## Appendix: Standard diffusion curve and conversion in temporal analysis of products

### Model and conventions

A packed bed of length $L$ and void fraction $\epsilon$ receives $N_p$ propene molecules at its inlet at $t=0$. The inlet is then closed and the exit is held at vacuum. The pulse is small enough that molecules meet walls rather than each other (Knudsen regime) and that the oxidation state of the bismuth molybdate does not change. Uptake, the allylic H abstraction by lattice oxygen, is taken as irreversible and first order. With $C$ per gas volume and $k$ per bed volume,

$$\epsilon\,\partial_t C=D_e\,\partial_x^2C-kC .$$

With $\xi=x/L$, $\tau=D_et/(\epsilon L^2)$ and $\kappa=kL^2/D_e$ this is $\partial_\tau c=\partial_\xi^2c-\kappa c$. The concentration $c$ is scaled so that the pulse holds unit amount. The exit flow $F=-\partial_\xi c|_{\xi=1}$ is the fraction of $N_p$ leaving per unit $\tau$, and the conversion is $X=1-\int_0^\infty F\,d\tau$.

### Two-node bed

The smallest model with a peak has nodes at $\xi=0$ (cell volume $1/4$) and $\xi=1/2$ (volume $1/2$), with $c=0$ at $\xi=1$. Each link has length $1/2$ and hence conductance 2. For the amounts $m_0=c_0/4$ and $m_1=c_1/2$ at $\kappa=0$,

$$\dot m_0=-8m_0+4m_1,\qquad \dot m_1=8m_0-8m_1,\qquad F=4m_1 ,$$

with $m_0(0)=1$, $m_1(0)=0$. The decay rates are $\lambda_\pm=8\pm4\sqrt2$, that is 2.343 and 13.657, and

$$F_2(\tau)=2\sqrt2\,\big(e^{-\lambda_-\tau}-e^{-\lambda_+\tau}\big),\qquad \hat F_2(s)=\frac{1}{1+s/2+s^2/32},$$

where the hat is the Laplace transform in $\tau$. The area is $\hat F_2(0)=1$ and the mean is $-\hat F_2'(0)=1/2$. The peak lies at $\tau_p=\ln(\lambda_+/\lambda_-)/(8\sqrt2)$ with height $\lambda_-e^{-\lambda_-\tau_p}$.

*Uniform catalyst.* A loss $\kappa m_j$ at both nodes multiplies the solution by $e^{-\kappa\tau}$, so $1-X=\hat F_2(\kappa)$.

*Thin zone.* Catalyst of thickness $L_{cat}$ lumped at the middle node removes $\mathrm{Da}\,c_1=2\,\mathrm{Da}\,m_1$, with $\mathrm{Da}=kL_{cat}L/D_e$. Escape ($4m_1$) and uptake are the only sinks and both are proportional to $m_1$, so

$$1-X=\frac{4}{4+2\,\mathrm{Da}}=\frac{1}{1+kL_{cat}L_2/D_e},\qquad L_2=L/2 .$$

### General statement

For $N$ links the transformed balance at inner nodes is $\hat c_{j+1}+\hat c_{j-1}=2\cosh\theta\;\hat c_j$ with $\cosh\theta=1+s/2N^2$. The vacuum exit gives $\hat c_j=A\sinh[(N-j)\theta]$ and $\hat F=NA\sinh\theta$. The inlet half-cell gives $1=N(\cosh\theta\;\hat c_0-\hat c_1)=NA\sinh\theta\cosh N\theta$. Hence

$$\hat F_N=\frac{1}{\cosh N\theta}=\frac{1}{T_N(1+s/2N^2)}\;\longrightarrow\;\frac1{\cosh\sqrt s}\quad(N\to\infty),$$

with $T_N$ the Chebyshev polynomial. The mean is $1/2$ for every $N$ and the variance is $1/6+1/(12N^2)$. The poles of the limit lie at $s=-\mu_n^2$, $\mu_n=(n+\tfrac12)\pi$, with residues $2\mu_n/\sin\mu_n$. They give the standard diffusion curve

$$F(\tau)=\pi\sum_{n=0}^\infty(-1)^n(2n+1)\,e^{-(n+1/2)^2\pi^2\tau},$$

and for a uniform catalyst $1-X=1/\cosh\sqrt{kL^2/D_e}$. Expanding instead $1/\cosh\sqrt s=2\sum_n(-1)^ne^{-(2n+1)\sqrt s}$ and inverting term by term yields

$$F(\tau)=\frac{1}{\sqrt{\pi\tau^3}}\sum_{n=0}^\infty(-1)^n(2n+1)\,e^{-(2n+1)^2/4\tau}.$$

The first term peaks exactly at $\tau=1/6$ with height $6^{3/2}\pi^{-1/2}e^{-3/2}=1.8502$. The second term is there smaller by the factor $3e^{-12}=1.8\times10^{-5}$, which is why the true peak is so close to $1/6$.

| quantity | two nodes | continuum |
|---|---|---|
| slowest rate | 2.343 | 2.467 |
| $\tau_p$ | 0.1558 | 0.16664 |
| $F(\tau_p)$ | 1.626 | 1.8501 |
| $\tau_pF(\tau_p)$ | 0.253 | 0.308 |
| mean | 1/2 | 1/2 |
| variance | 0.1875 | 0.1667 |

The product $\tau_pF(\tau_p)$ equals the peak time multiplied by the area-normalised peak height in real time. It contains no $D_e$, $\epsilon$ or $L$ and serves as a test of Knudsen transport. Two nodes give the area and the mean exactly, because the mean exit time is quadratic in the starting position and the difference scheme is exact for quadratics. The peak height is 12 % low. For a uniform catalyst the denominator $1+\kappa/2+\kappa^2/32$ replaces $\cosh\sqrt\kappa=1+\kappa/2+\kappa^2/24+\dots$

The lumped result is exact for a zone of vanishing thickness, since time-integrated profiles in inert zones are linear. For finite thickness, take the same $D_e$ in all zones, $\psi=L_{cat}\sqrt{k/D_e}$, and $L_2'$ from the downstream edge of the catalyst to the exit. The upstream zone passes the whole pulse whatever its length. At the downstream edge the integrated flow is $1-X$, and the integrated concentration is the flow per unit cross-section times $L_2'/D_e$. Continuing these through the catalyst with $\cosh$ and $\sinh$ gives

$$\frac1{1-X}=\cosh\psi+\frac{L_2'}{L_{cat}}\,\psi\sinh\psi=1+\frac{kL_{cat}}{D_e}\Big(L_2'+\frac{L_{cat}}2\Big)+O(\psi^4).$$

The thin-zone formula is therefore correct to first order in $k$ when $L_2$ is measured from the centre of the zone.

### Numbers for propene at 723 K

Assumed inputs, typical of such beds: non-porous grains of diameter $d_p=2.5\times10^5$ nm, $\epsilon=0.40$, tortuosity $\eta=2$, $L=3.0\times10^7$ nm (30 mm), and molar mass $M\approx42.08$ g/mol. The mean speed is $\bar v=\sqrt{8RT/\pi M}=6.03\times10^{11}$ nm/s. The hydraulic diameter, four times void volume over grain area, is $d=2\epsilon d_p/[3(1-\epsilon)]=1.11\times10^5$ nm. Then $D_e=(\epsilon/\eta)\,d\bar v/3\approx4.5\times10^{15}$ nm$^2$/s and $\epsilon L^2/D_e=80$ ms. Without uptake the pulse peaks at 13.3 ms (two nodes: 12.5 ms) with a mean of 40 ms. The tortuosity is a guess, so in practice $D_e$ is taken from an inert pulse and scaled as $M^{-1/2}$.

Take $k=10$ s$^{-1}$ as an illustrative value, chosen to give conversions in a readily resolved range. A full bed has $\kappa=2.0$, with $X=0.541$ in the continuum and 0.529 for two nodes. A centred zone with $L_{cat}=L/10$ has $kL_{cat}L_2/D_e=0.100$ and $X=0.0909$. The finite-zone formula, with $\psi^2=0.020$ and $L_2'/L_{cat}=4.5$, gives 0.0912. Measuring $L_2$ from the downstream edge would give 0.0826. The omitted term is $L_{cat}/2L_2'$, or 11 %, of the one kept, and a $k$ extracted that way is too high by about as much.

With an assumed barrier of 0.8 eV, of the size typical for this C–H activation, and a constant prefactor, heating to 773 K multiplies $k$ by 2.29 and $D_e$ by 1.034. The group $kL_{cat}L_2/D_e$ becomes 0.22 and $X=0.18$. These conversions are the model's. The $k$ of a real bismuth molybdate depends on phase, surface area and degree of reduction, and it is the quantity that the experiment returns through $k=D_eX/[(1-X)L_{cat}L_2]$.